Methylsilyl acetate, CH₃SiH₂–O–C(=O)CH₃, is taken apart on paper into its free atoms. The energy this costs, atoms minus molecule, is the atomization energy, here purely electronic, with no zero-point or spin-orbit term; a value that is too low means that the calculation binds the molecule too weakly. Hartree–Fock (HF) lets each electron feel only the average of the others. The other three methods add correlation, the way electrons avoid one another: MP2 to second order, CCSD more thoroughly for pairs, and CCSD(T) with an estimate for three electrons moving in concert.

Electronic atomization energies of methylsilyl acetate (gas phase) from HF and frozen-core MP2, CCSD and CCSD(T), computed with Ansatz 0.2.0 at the PBE0-D4/def2-TZVP geometry. The HF and MP2 limits are extrapolated from def2-TZVPP and def2-QZVPP; those of CCSD and CCSD(T) are the MP2 limit plus the method's difference from MP2 in def2-TZVPP.

```
 method       basis  atomization energy (kcal/mol)  less CCSD(T) at the limit (kcal/mol)  less the same method at the limit (kcal/mol)
     HF  def2-TZVPP                         981.88                               -356.60                                         -2.20
    MP2  def2-TZVPP                        1328.95                                 -9.52                                        -33.13
   CCSD  def2-TZVPP                        1285.70                                -52.77                                        -33.13
CCSD(T)  def2-TZVPP                        1305.34                                -33.13                                        -33.13
     HF  def2-QZVPP                         983.78                               -354.70                                         -0.30
    MP2  def2-QZVPP                        1348.62                                 10.15                                        -13.46
     HF       limit                         984.07                               -354.40                                          0.00
    MP2       limit                        1362.09                                 23.61                                          0.00
   CCSD       limit                        1318.84                                -19.64                                          0.00
CCSD(T)       limit                        1338.47                                  0.00                                          0.00
```

Two columns measure errors. "Less CCSD(T) at the limit" is the total error against the best value in the table, and "less the same method at the limit" is the part due to the finite basis, the set of functions from which the orbitals are built. The sets are called triple zeta (def2-TZVPP) and quadruple zeta (def2-QZVPP) below.

**(a) A larger basis should bring a method closer to the reference. Which rows break this rule, and how large is the break if basis errors fade smoothly?**

*Solution.* The total errors of HF, CCSD and CCSD(T) shrink on the way from triple zeta to the limit. MP2 does the opposite. It starts 9.5 kcal/mol too low, is 10.2 too high in quadruple zeta and ends 23.6 too high.

For the smooth model, let X be 3 for triple and 4 for quadruple zeta. Each step in X adds functions of a more intricate angular shape, and theory gives their contributions to the correlation energy as falling roughly as X⁻⁴. The sum of all that is still to come then falls as X⁻³. From triple to quadruple zeta an error should therefore drop to (3/4)³ = 27/64, or 0.42, of its size.

If the total error of MP2 were a basis error, quadruple zeta should give 0.42 × (−9.52) = −4.0 kcal/mol. The table has +10.15, so the break amounts to 14.2 kcal/mol, and even the sign is wrong. The same factor applied to the basis error alone turns −33.1 into −14.0, close to the −13.5 of the table. This agreement is no independent test, since the limit was extrapolated from these same two basis sets with nearly the same law.

The basis error of MP2 thus fades as it should, but it fades towards the wrong value. In triple zeta a basis error of −33.1 and a method error of +23.6 add up to −9.5 kcal/mol. A better basis removes the first and lays the second bare. For the same reason MP2 in triple zeta looks better than CCSD(T) in triple zeta, although it is the poorer method.

**(b) Why does a small basis bind the molecule too weakly?**

*Solution.* HF accounts for only 7 % of MP2's basis error in triple zeta, so the trouble lies in the correlation. Two electrons of opposite spin can come very close, and the exact wave function has a sharp crease, the cusp, where they meet. Smooth orbital functions reproduce a crease slowly. Electrons of equal spin are kept apart by the Pauli principle and need less of this detail. In the molecule, opposite-spin pairs indeed supply 86 % of the MP2 correlation gained from triple to quadruple zeta.

Forming bonds creates such close pairs. A free hydrogen atom has no doubly filled valence orbital, carbon and silicon have one each, and oxygen has two. That makes 8 in the separated atoms against 18 in the molecule, whose 36 valence electrons are all paired. The molecule should therefore suffer more from a coarse basis than its atoms do.

The energies agree. On going to quadruple zeta, MP2 gains 50 kcal/mol of correlation in the molecule but only 32 in the atoms. The difference raises the atomization energy. As a rough guide for a neighbouring molecule, the more new pairs its bonds make, the more binding a small basis is likely to lose. The pairs are not alike, though: the gain comes to 4.0 kcal/mol per doubly filled orbital in the atoms and 2.8 in the molecule, so the count gives the sign and not the size.

**(c) Why does MP2 end up too high, while CCSD ends up too low?**

*Solution.* It is tempting to say that MP2 gives the molecule too much correlation. The total energies refute this: in triple zeta MP2 finds 56.1 kcal/mol less correlation in the molecule than CCSD(T) does. Yet its atomization energy is 23.6 higher. Since that energy is atoms minus molecule, MP2 must fall short by 56.1 + 23.6 = 79.7 kcal/mol in the free atoms. MP2 overbinds because it describes the atoms even worse than the molecule.

The table shows this imbalance, not its origin. One might blame the free carbon and silicon atoms, whose filled s orbital mixes with an empty p orbital close in energy, a mixing that second order captures poorly. This does not seem to decide the sign, but the evidence for that, on single atoms, small molecules and kinds of bond, is not part of the calculations shown here. The oxygen atom has no empty valence p orbital yet is described about as badly, and MP2 binds methane and silane too weakly while it binds water, carbon monoxide and formaldehyde too strongly. The kind of bond seems to matter: MP2 misses much correlation in C–H and Si–H bonds and comparatively little in bonds to oxygen, above all in C=O. The bonds to oxygen in the acetate group are therefore a likely source of the overbinding, which no calculation here tests.

With CCSD the balance tips the other way. Against CCSD(T) it lacks 28.6 kcal/mol in the molecule but only 9.0 in the atoms, and so it binds too weakly by the difference, 19.6. What it leaves out is the joint motion of three electrons. This plausibly matters more where bonds crowd the electrons together than in separate atoms, many of which are hydrogens with a single electron.

The hydrogen molecule is the simplest case of this bookkeeping. Its free atoms have one electron each and hence no correlation to lose, so whatever a method lacks must weaken the bond, and MP2 does bind H₂ too weakly. The analogy ends where the atoms have several valence electrons, as carbon, oxygen and silicon do. There the sign of the error depends on which side of the reaction is described worse. The program's output after this text lists both sides for MP2 and CCSD.

The gap of 23.6 kcal/mol between MP2 and CCSD(T) was computed directly in triple zeta. Its value at the limit is an assumption, because the CCSD(T) limit was built by adding the triple-zeta gap to the MP2 limit. The three correlated methods therefore share one basis error by construction. MP2 often exaggerates this correction, so the reference may be too high, by an amount that is not tested here. The small MP2 error in triple zeta would change sign only if the reference were more than 9.5 kcal/mol too high.

Does CCSD(T) really gain as much from a better basis as MP2 does? From triple to quadruple zeta MP2 rises by 1348.62 − 1328.95 = 19.67 kcal/mol. If CCSD(T) kept pace, it would reach 1305.34 + 19.67 = 1325.0 kcal/mol in quadruple zeta. Testing this takes CCSD(T) runs of the molecule and of its free atoms in that basis. A lower result would suggest that the reference in this table lies too high.

Numerical output:

```
Share of an X^-3 error left from triple to quadruple zeta: 0.4219
MP2 error expected in quadruple zeta if it were all basis error, kcal/mol: -4.016
Break, MP2 error in quadruple zeta less that expectation, kcal/mol: 14.17
MP2 basis error expected in quadruple zeta by the same law, kcal/mol: -13.98
MP2 less CCSD(T), both in triple zeta, kcal/mol: 23.61
CCSD less CCSD(T), both in triple zeta, kcal/mol: -19.64
HF part of the MP2 basis error in triple zeta, percent: 6.641
Correlation that MP2 lacks against CCSD(T) in the molecule, triple zeta, kcal/mol: 56.11
Correlation that MP2 lacks against CCSD(T) in the free atoms, triple zeta, kcal/mol: 79.72
Correlation that CCSD lacks against CCSD(T) in the molecule, triple zeta, kcal/mol: 28.59
Correlation that CCSD lacks against CCSD(T) in the free atoms, triple zeta, kcal/mol: 8.951
MP2 share of the CCSD(T) correlation in the molecule, percent: 92.42
MP2 share of the CCSD(T) correlation in the free atoms, percent: 80.89
MP2 correlation gained from triple to quadruple zeta in the molecule, kcal/mol: 49.66
MP2 correlation gained from triple to quadruple zeta in the free atoms, kcal/mol: 31.89
Opposite-spin share of the gain in the molecule, percent: 86.3
Doubly filled valence orbitals in the molecule: 18
Doubly filled valence orbitals in the free atoms: 8
```
